\section*{Grain model and additive reaction times: magnetite pellets in air}

A green iron-ore pellet is a porous ball of magnetite grains that oxidises as
\begin{equation}
\mathrm{O_2} + b\,\mathrm{Fe_3O_4} \rightarrow 6\,\mathrm{Fe_2O_3}, \qquad b = 4 .
\end{equation}
Oxygen has to cross a gas film, diffuse through the pores and react at the grains. I want to know in what sense the times of these three steps add. The picture is the grain model of Szekely and Evans, and the additive rule is Sohn's (1978). I derive what is exact, bound what is not, and size the neglected physics at the end.

\subsection*{Premises and notation}

\begin{enumerate}
\item The pellet is a sphere of radius $R$ and porosity $\varepsilon$, built of dense spherical grains of radius $r_g \ll R$, so that the oxygen number density in the pores, $c(r,t)$, is uniform around any one grain.
\item Each grain has an unreacted core of radius $r_c$. The reaction at the core surface is irreversible and first order, with rate $kc$ molecules per area and time ($k$ is a velocity). The product layer on the grain offers no resistance; I relax this later.
\item Pore transport is Fickian with a constant effective diffusivity $D_e$, defined per unit total cross-section of pellet. Bulk flow is ignored.
\item The film has a constant mass-transfer coefficient $k_m$, and the bulk density $c_b$ is constant.
\item The pellet is isothermal and its structure does not change.
\item The gas in the pores is in a pseudo-steady state.
\end{enumerate}
The solid holds $\rho_s$ formula units of magnetite per unit grain volume. I write $\xi = r_c/r_g$, local conversion $x = 1-\xi^3$, $\eta = r/R$, and pellet conversion
\begin{equation}
X = 3\int_0^1 x\,\eta^2\,d\eta .
\end{equation}

\subsection*{Grain and pellet balances}

Each oxygen molecule consumes $b$ formula units, so the core surface recedes as
\begin{equation}
-\rho_s \frac{\partial r_c}{\partial t} = b k c \quad (r_c>0).
\label{grain}
\end{equation}
There are $(1-\varepsilon)/(\tfrac{4}{3}\pi r_g^3)$ grains per unit pellet volume, each with reactive area $4\pi r_c^2$. The pseudo-steady oxygen balance is therefore
\begin{equation}
D_e \nabla^2 c = (1-\varepsilon)\frac{3 r_c^2}{r_g^3}\,k c ,
\label{pellet}
\end{equation}
with $\partial_r c = 0$ at $r=0$ and $D_e\,\partial_r c = k_m (c_b - c)$ at $r=R$. From Eq.~(\ref{grain}), $\partial_t x = -3\xi^2\partial_t\xi = 3\xi^2 bkc/(\rho_s r_g)$, so the sink in Eq.~(\ref{pellet}) is a total time derivative:
\begin{equation}
D_e \nabla^2 c = \frac{(1-\varepsilon)\rho_s}{b}\,\frac{\partial x}{\partial t}.
\label{sink}
\end{equation}
This is only stoichiometry, and it also holds where the grains are spent and both sides vanish.

\subsection*{Integration in time}

I define the exposure $u(r,t) = \int_0^t c\,dt'$. Three things happen on integrating from $0$ to $t$. First, Eq.~(\ref{grain}) gives $\xi = 1 - bku/(\rho_s r_g)$ until $\xi$ reaches zero: the state of a grain depends on its history only through $u$. This is where first order is needed. Second, since $D_e$ is constant, $\nabla^2$ commutes with the time integral, and with $x(r,0)=0$ Eq.~(\ref{sink}) becomes
\begin{equation}
D_e \nabla^2 u = (1-\varepsilon)\rho_s x / b .
\end{equation}
Third, the linear film condition becomes $D_e\,\partial_r u = k_m(c_b t - u)$ at $r=R$. Three times now appear:
\begin{equation}
\tau_{\rm chem} = \frac{\rho_s r_g}{b k c_b},\quad
\tau_{\rm diff} = \frac{(1-\varepsilon)\rho_s R^2}{6 b D_e c_b},\quad
\tau_{\rm film} = \frac{(1-\varepsilon)\rho_s R}{3 b k_m c_b}.
\label{taus}
\end{equation}
With $\psi = u/(c_b\tau_{\rm chem})$, $\theta = t/\tau_{\rm chem}$, $\sigma^2 = \tau_{\rm diff}/\tau_{\rm chem}$ and $\mathrm{Bi} = k_m R/D_e$, so that $\tau_{\rm film} = 2\tau_{\rm diff}/\mathrm{Bi}$, the problem is
\begin{align}
&\frac{1}{\eta^2}\frac{d}{d\eta}\Big(\eta^2\frac{d\psi}{d\eta}\Big) = 6\sigma^2 x(\psi), \qquad
x(\psi) = \begin{cases} 1-(1-\psi)^3, & \psi<1\\ 1, & \psi\ge 1\end{cases}
\label{ode}\\
&\psi'(0)=0, \qquad \psi'(1) = \mathrm{Bi}\,[\theta - \psi(1)].
\label{bc}
\end{align}
Time has become a parameter of a boundary condition. I call the centre and surface values $\psi_0$ and $\psi_s$.

\subsection*{Two exact results}

Multiplying Eq.~(\ref{ode}) by $\eta^2$ and integrating from the centre gives
\begin{equation}
\eta^2\psi'(\eta) = 2\sigma^2 m(\eta), \qquad m(\eta) = 3\int_0^\eta x\,\eta'^2 d\eta', \qquad m(1)=X .
\label{first}
\end{equation}
At the surface $\psi'(1) = 2\sigma^2X$, and Eq.~(\ref{bc}) yields $\theta = \psi_s + 2\sigma^2X/\mathrm{Bi}$, or
\begin{equation}
t = \tau_{\rm chem}\,\psi_s(X;\sigma^2) + \tau_{\rm film} X .
\label{filmexact}
\end{equation}
Equation~(\ref{ode}) integrated outward from a given $\psi_0$ fixes both $\psi_s$ and $X$ without reference to $\mathrm{Bi}$. So the film term is additive exactly, at every conversion, and all that is left to approximate is one function of $X$ and $\sigma^2$.

Since $m\ge0$, $\psi$ does not decrease outward and the centre has the least exposure. The exposure grows in time everywhere, because $c>0$ by the maximum principle for Eq.~(\ref{pellet}). Conversion is therefore complete at the moment $\psi_0$ reaches 1. Then $x=1$ everywhere, $m=\eta^3$, $\psi'=2\sigma^2\eta$, and
\begin{equation}
\psi = 1+\sigma^2\eta^2, \qquad \psi_s = 1+\sigma^2 .
\end{equation}
Inserting this in Eq.~(\ref{filmexact}) with $X=1$,
\begin{equation}
t_1 = \tau_{\rm chem} + \tau_{\rm diff} + \tau_{\rm film}.
\label{exact}
\end{equation}
This is exact within the premises, for any $\sigma^2$ and $\mathrm{Bi}$. The reading is simple. The bulk exposure $c_b t_1$ equals the exposure that the central grain needs, plus the drops in exposure across pores and film that are needed to carry in the full stoichiometric amount of oxygen.

The proof used only that $x$ is a non-decreasing function of $u$ that reaches 1 at a finite $u_1$; in general $\tau_{\rm chem}$ is replaced by $u_1/c_b$. Two cases matter. For a distribution of grain sizes that is the same throughout the pellet, $x(u)$ is a volume-weighted sum and $u_1$ belongs to the largest grain. For a product layer on the grain with linear diffusivity $D_g$, the surface and shell resistances are in series,
\begin{equation}
-\frac{\rho_s}{b}\,r_c^2\,\frac{\partial r_c}{\partial t} = \frac{c}{1/(k r_c^2) + (1/r_c - 1/r_g)/D_g},
\end{equation}
which separates and integrates to
\begin{equation}
\frac{u}{c_b} = \tau_{\rm chem}(1-\xi) + \tau_g\,(1-3\xi^2+2\xi^3), \qquad \tau_g = \frac{\rho_s r_g^2}{6 b D_g c_b}.
\end{equation}
Setting $\xi=0$ shows that $\tau_g$ joins the sum in Eq.~(\ref{exact}).

\subsection*{The pure regimes and the additive law}

Let $y = (1-X)^{1/3}$. For $\sigma^2\to0$ the profile is flat, $X = x(\psi_s)$, and
\begin{equation}
\psi_s = g(X) = 1-(1-X)^{1/3}.
\end{equation}
For $\sigma^2\to\infty$ the chemical exposure is negligible on the scale $\sigma^2$, so $x$ jumps from 0 to 1 at a front $\eta=y$. Outside it $m=\eta^3-y^3$, and Eq.~(\ref{first}) gives $\psi_s = \sigma^2p$ with
\begin{equation}
p(X) = \int_y^1 2\Big(\eta - \frac{y^3}{\eta^2}\Big)d\eta = 1-3(1-X)^{2/3}+2(1-X).
\label{p}
\end{equation}
Here $g$ carries the shape of the grain and $p$ that of the pellet, and $g(1)=p(1)=1$. The law of additive reaction times is the interpolation $\psi_s\approx g+\sigma^2p$, that is
\begin{equation}
t(X) \approx \tau_{\rm chem}\,g(X) + \tau_{\rm diff}\,p(X) + \tau_{\rm film}X .
\label{law}
\end{equation}
It is right in both pure regimes, right at $X=1$ by Eq.~(\ref{exact}), and right in its film term by Eq.~(\ref{filmexact}). In reduced form it depends on $\sigma^2$ and, through the film alone, on $\mathrm{Bi}$. For $0<X<1$ and finite $\sigma^2$ it is not a solution of Eq.~(\ref{ode}), so I next find how far it departs.

\subsection*{Bounds}

Because $\psi_0\le\psi\le\psi_s$ and $x$ is monotonic, $x(\psi_0)\le X\le x(\psi_s)$, hence $\psi_0\le g(X)\le\psi_s$. From Eq.~(\ref{first}), $\psi_s-\psi_0 = 2\sigma^2\int_0^1 m\,\eta^{-2}d\eta$. A lower bound on $m$ follows from $x\le1$ in the outer shell: $m = X - 3\int_\eta^1x\,\eta'^2d\eta' \ge \eta^3-y^3$, and also $m\ge0$. An upper bound follows because the mean of a non-decreasing $x$ over an inner ball cannot exceed its mean over the pellet: $m\le X\eta^3$. Integrating both, with Eq.~(\ref{p}),
\begin{equation}
\max\big[g,\ \psi_0+\sigma^2p\big] \;\le\; \psi_s \;\le\; g+\sigma^2X .
\label{bounds}
\end{equation}
The additive value can thus be too long by at most $\min(g-\psi_0,\ \sigma^2p)$, never by more than a factor of two, and too short by at most $\sigma^2(X-p)$. At $X=1$, $\psi_0=1$, the bounds close on $1+\sigma^2$.

\subsection*{Four limits}

\emph{Small conversion.} For $\psi\ll1$, $x\approx3\psi$ and Eq.~(\ref{ode}) is linear, with Thiele modulus $\phi^2=18\sigma^2$ and solution $\psi=\psi_s\sinh(\phi\eta)/(\eta\sinh\phi)$. Then $X=\psi'(1)/(2\sigma^2)$ gives
\begin{equation}
\psi_s = \frac{X}{3\mathcal{E}}, \qquad \mathcal{E} = \frac{3(\phi\coth\phi-1)}{\phi^2}.
\label{early}
\end{equation}
The additive law has $g\approx X/3$ and $p\approx X^2/3$, so it gives $X/3$ and misses the effectiveness factor $\mathcal{E}$ altogether. This is its largest relative error, and it grows without limit with $\sigma$, over a range of $X$ that shrinks as $1/\sigma$.

\emph{Small $\sigma^2$.} To first order $\psi=\psi_0+\sigma^2x_0\eta^2$ with $x_0=x(\psi_0)$. The volume mean of $\eta^2$ is $3/5$, so $X = x(\psi_0+\tfrac35\sigma^2x_0)$ to this order, that is $g(X)=\psi_0+\tfrac35\sigma^2x_0$. Subtracting from $\psi_s=\psi_0+\sigma^2x_0$,
\begin{equation}
\psi_s = g(X)+\tfrac25\sigma^2X+O(\sigma^4), \qquad \sigma^2\ll y .
\end{equation}
The true first correction is $2X/5$, not $p$. Setting them equal and cancelling the factor $1-y$ gives $4y^2-y-1=0$, so $y=(1+\sqrt{17})/8$ and $X=0.737$. The law is short below this conversion and long above it.

\emph{Large $\sigma^2$.} Let $\psi=1$ at $\eta_c<1$. Outside, $x=1$ and $m=\eta^3-y^3$ exactly, so
\begin{equation}
\psi_s = 1+\sigma^2p - 2\sigma^2\int_y^{\eta_c}\Big(\eta-\frac{y^3}{\eta^2}\Big)d\eta .
\end{equation}
Inside, the reaction zone has width of order $1/\sigma$. For $\sigma y\gg1$ the curvature term drops and $\psi_0$ is exponentially small, so $\psi''=6\sigma^2x$ has the first integral $\psi'(\eta_c)^2=12\sigma^2J$ with $J=\int_0^1x\,d\psi$. With $\delta=\eta_c-y$ small, Eq.~(\ref{first}) reads $\psi'(\eta_c)\approx6\sigma^2\delta$, and the subtracted integral is $3\sigma^2\delta^2=\psi'(\eta_c)^2/(12\sigma^2)=J$. For spherical grains $J=3/4$:
\begin{equation}
\psi_s = \sigma^2p(X)+(1-J)+O\big(1/(\sigma y)\big), \qquad 1-J=\tfrac14 .
\end{equation}
The chemistry adds a constant delay, the volume-averaged time that solid in a grain survives at $c_b$, in place of $g(X)$. The error of the law, $g-1/4$, changes sign at $X=37/64=0.578$ and stays below $3/4$ in units of $\tau_{\rm chem}$.

\emph{The tail.} Near the end put $w=1-\psi$ with $w_0=1-\psi_0$ small and below $\sigma^2$. Then $w\approx w_0-\sigma^2\eta^2$, and $w_0\approx\theta_1-\theta$ with $\theta_1=t_1/\tau_{\rm chem}$. Integrating $w^3$ over the region $w>0$,
\begin{equation}
1-X \approx \frac{3w_0^{9/2}}{\sigma^3}\int_0^1(1-v^2)^3v^2dv = \frac{16}{105}\,\frac{(\theta_1-\theta)^{9/2}}{\sigma^3}.
\label{tail}
\end{equation}
The additive law gives $(\theta_1-\theta)^3$ instead, since $1-g=y$ dominates $\sigma^2(1-p)\approx3\sigma^2y^2$. Both curves end at $t_1$, but the exact one flattens sooner.

\emph{Between the limits} I solve Eq.~(\ref{ode}) by series. While $\psi_s\le1$, put $s=\sigma^2\eta^2$ and $w=\sum_na_ns^n$ with $a_0=w_0$. Using $\nabla^2z^{2n}=2n(2n+1)z^{2n-2}$ for $z=\sigma\eta$,
\begin{equation}
(2n+2)(2n+3)\,a_{n+1} = 6\,[w^3]_n - 6\,\delta_{n0},
\label{series}
\end{equation}
where $[w^3]_n$ is the coefficient of $s^n$ in $w^3$. At $s=\sigma^2$, $\psi_s=1-w$ and $X=-dw/ds$.

\subsection*{Illustration: a magnetite pellet in air at 1100 K}

Every input in this list is an assumed value, of a size typical for such pellets, and none is a measurement: $T=1100$ K; pressure 1 atm; oxygen mole fraction $y_b=0.21$; O$_2$ mass 32.0 u; cubic cell edge of magnetite 0.840 nm with 8 formula units; $R=6.0\times10^6$ nm (6 mm); $r_g=1.0\times10^4$ nm; $\varepsilon=0.30$; tortuosity 3.0; pore radius $r_p=2.0\times10^3$ nm; molecular diffusivity of O$_2$ in N$_2$, $D_m=2.0\times10^{14}$ nm$^2$/s; Sherwood number $2k_mR/D_m=10$.

The ideal gas law gives $c_b=1.401\times10^{-3}$ nm$^{-3}$, and the cell gives $\rho_s=13.50$ nm$^{-3}$. The mean speed $\bar v=(8k_BT/\pi m)^{1/2}$ is $8.53\times10^{11}$ nm/s, so the Knudsen diffusivity $D_K=\tfrac23r_p\bar v$ is $1.14\times10^{15}$ nm$^2$/s. Adding resistances, $(1/D_m+1/D_K)^{-1}=1.70\times10^{14}$ nm$^2$/s, and multiplying by porosity over tortuosity, $D_e=1.70\times10^{13}$ nm$^2$/s. The film has $k_m=1.67\times10^8$ nm/s and $\mathrm{Bi}=59$. Equation~(\ref{taus}) then gives $\tau_{\rm diff}=595$ s and $\tau_{\rm film}=20$ s.

I assume an effective $k=4.05\times10^4$ nm/s. It is chosen, for two reasons: it puts the pellet at $\sigma^2=1.00$, where neither pure regime holds, and it places the total time in the range typical of such pellets in air near this temperature, ten to a few tens of minutes. It gives $\tau_{\rm chem}=595$ s, and the model's time for complete conversion is
\begin{equation}
t_1 = 595+595+20 = 1210\ \mathrm{s},
\end{equation}
about 20 min. As $k$ was tuned, this number tests nothing about magnetite. The third figures below serve only to compare the additive law with the exact model.

For intermediate points I summed Eq.~(\ref{series}) at $s=1$, to $n=12$ for $\psi_0=0.05$ and to $n=16$ for $\psi_0=0.20$. The additive column is evaluated at the rounded $X$, and the times include the film.
\begin{center}
\begin{tabular}{ccccccc}
$\psi_0$ & $X$ & $\psi_s$ & $g+\sigma^2p$ & $t$ exact (s) & $t$ additive (s) & ratio\\ \hline
0.05 & 0.466 & 0.342 & 0.282 & 213 & 177 & 0.83\\
0.20 & 0.888 & 0.924 & 1.045 & 568 & 640 & 1.13\\
1 & 1 & 2 & 2 & 1210 & 1210 & 1
\end{tabular}
\end{center}
The rows obey Eq.~(\ref{bounds}). At the start $\phi=4.243$ and $\mathcal{E}=0.541$, so the exact slope $dt/dX=\tau_{\rm chem}/(3\mathcal{E})+\tau_{\rm film}$ is 387 s, against 218 s from the additive law, a ratio of 0.56. The pattern is the one the limits suggest: too fast early, too slow late, exact at the end.

\subsection*{Size of what was neglected}

\emph{Gas accumulation.} Keeping $\varepsilon\,\partial_tc$ adds $\varepsilon[c(r,t)-c(r,0)]$, at most $\varepsilon c_b$ in magnitude, to the integrated sink $(1-\varepsilon)\rho_s/b$. The relative change of $\tau_{\rm diff}+\tau_{\rm film}$ is at most $\varepsilon bc_b/[(1-\varepsilon)\rho_s]=1.8\times10^{-4}$, which is harmless.

\emph{Stefan flow.} No gas is produced, so oxygen diffuses through stagnant nitrogen. In the molecular regime at uniform total density $C$, the flux is $-D_e\nabla W$ with $W=-C\ln(1-c/C)$, and a stagnant film passes $k_m(W_b-W_s)$. Equation~(\ref{sink}) holds with $W$ in place of $c$ on the left, $W$ still rises outward, and the centre still finishes last. Time integration gives
\begin{equation}
W_bt_1 = \int_0^{t_1}W(0,t)\,dt + c_b(\tau_{\rm diff}+\tau_{\rm film}).
\end{equation}
The grain responds to $\int c\,dt$, which equals $c_b\tau_{\rm chem}$ at the centre at $t_1$. Since $W/c$ rises with $c$, $1\le W/c\le1/f$ with $f=c_b/W_b=-y_b/\ln(1-y_b)=0.891$. Hence
\begin{equation}
f\,(\tau_{\rm chem}+\tau_{\rm diff}+\tau_{\rm film}) \le t_1 \le \tau_{\rm chem}+f\,(\tau_{\rm diff}+\tau_{\rm film}),
\end{equation}
or 1078 to 1143 s, shorter than 1210 s by 6 to 11 per cent. The Knudsen share of the pore resistance is not enhanced, so the real shift is somewhat smaller. In air this rivals the error of the additive law, and in pure oxygen the Fickian premise fails.

\emph{Heat.} The reaction releases typically $q=4.9$ eV per O$_2$. Quasi-steady conduction obeys $\lambda\nabla^2T=-qD_e\nabla^2c$, so $T-T_s=qD_e(c_s-c)/\lambda\le qD_ec_b/\lambda$, with $T_s$ and $c_s$ the surface values. For an assumed conductivity of 1.0 W m$^{-1}$K$^{-1}$, or $6.24\times10^9$ eV s$^{-1}$nm$^{-1}$K$^{-1}$, this is 19 K. The initial oxygen flux is $(1-\varepsilon)\rho_sR/(3b)$ divided by 387 s, or $1.22\times10^4$ nm$^{-2}$s$^{-1}$. With an assumed heat-transfer coefficient for convection and radiation of 300 W m$^{-2}$K$^{-1}$, or $1.87\times10^3$ eV s$^{-1}$nm$^{-2}$K$^{-1}$, the surface stands 32 K above its surroundings. For an assumed activation energy $E_a=1.0$ eV, the combined 51 K raises $k$ by $\exp[E_a\Delta T/(k_BT^2)]=1.6$. This is an estimate for the early peak, made with the isothermal rate, and it decays as the rate falls. It is as large as the early error of the additive law and acts in the direction of faster conversion. In a packed bed, where a pellet radiates to equally hot neighbours, it is larger.

\emph{Structure.} With a typical volume of 0.0503 nm$^3$ per Fe$_2$O$_3$, the solid volume changes by the factor $\tfrac64(0.0503)(13.50)=1.02$, so constant porosity is reasonable as long as sintering is slow. At firing temperatures, typically above 1400 K, it is not.

\emph{Grain law.} This is the weakest premise. Dense magnetite grains typically oxidise fast at first and then slowly, through solid-state transport in hematite, with an oxygen order that need not be one. A linear product layer and a size distribution leave Eq.~(\ref{exact}) intact in the forms given above. An order other than one does not, because the grain then follows $\int c^n dt$ while transport follows $\int c\,dt$. With surface control and a single size, the model finishes the last few per cent too early for a pellet with coarse grains, and $k$ is an effective constant.

\subsection*{Range of validity and use}

Equations~(\ref{filmexact}) and (\ref{exact}) are exact for kinetics linear in $c$, constant $D_e$, $k_m$, $c_b$ and $T$, a uniform initial solid, and a grain law that ends at finite exposure. A local law such as $x=1-e^{-\psi}$ never ends, so $t_1$ does not exist for it, although Eq.~(\ref{filmexact}) survives. A reversible reaction fits if its driving force is linear, with $c$ replaced by its excess over the equilibrium value. Equation~(\ref{law}) is an interpolation confined by Eq.~(\ref{bounds}). Measured against $t_1$ its error is small when $\sigma^2\ll1$ or $\sigma^2\gg1$. At $\sigma^2=1$ it was 17 per cent short at $X=0.466$ and 13 per cent long at $X=0.888$.

For inference, $t_1$ at fixed grain size is $\tau_{\rm chem}$ plus a term in $R/k_m$ plus a term in $R^2/D_e$, so a series of pellet sizes separates $k$ from $D_e$ once $k_m(R)$ is known from the flow. The obstacle is Eq.~(\ref{tail}): the end point is approached with a $9/2$ power and is hard to read from a mass-gain curve. Initial slopes must be analysed with Eq.~(\ref{early}); the additive law applied to them returns $\mathcal{E}k$ in place of $k$. For a whole curve I would subtract $\tau_{\rm film}X$, take starting values from Eq.~(\ref{law}), and then fit Eq.~(\ref{ode}) itself, which costs one ordinary differential equation per point.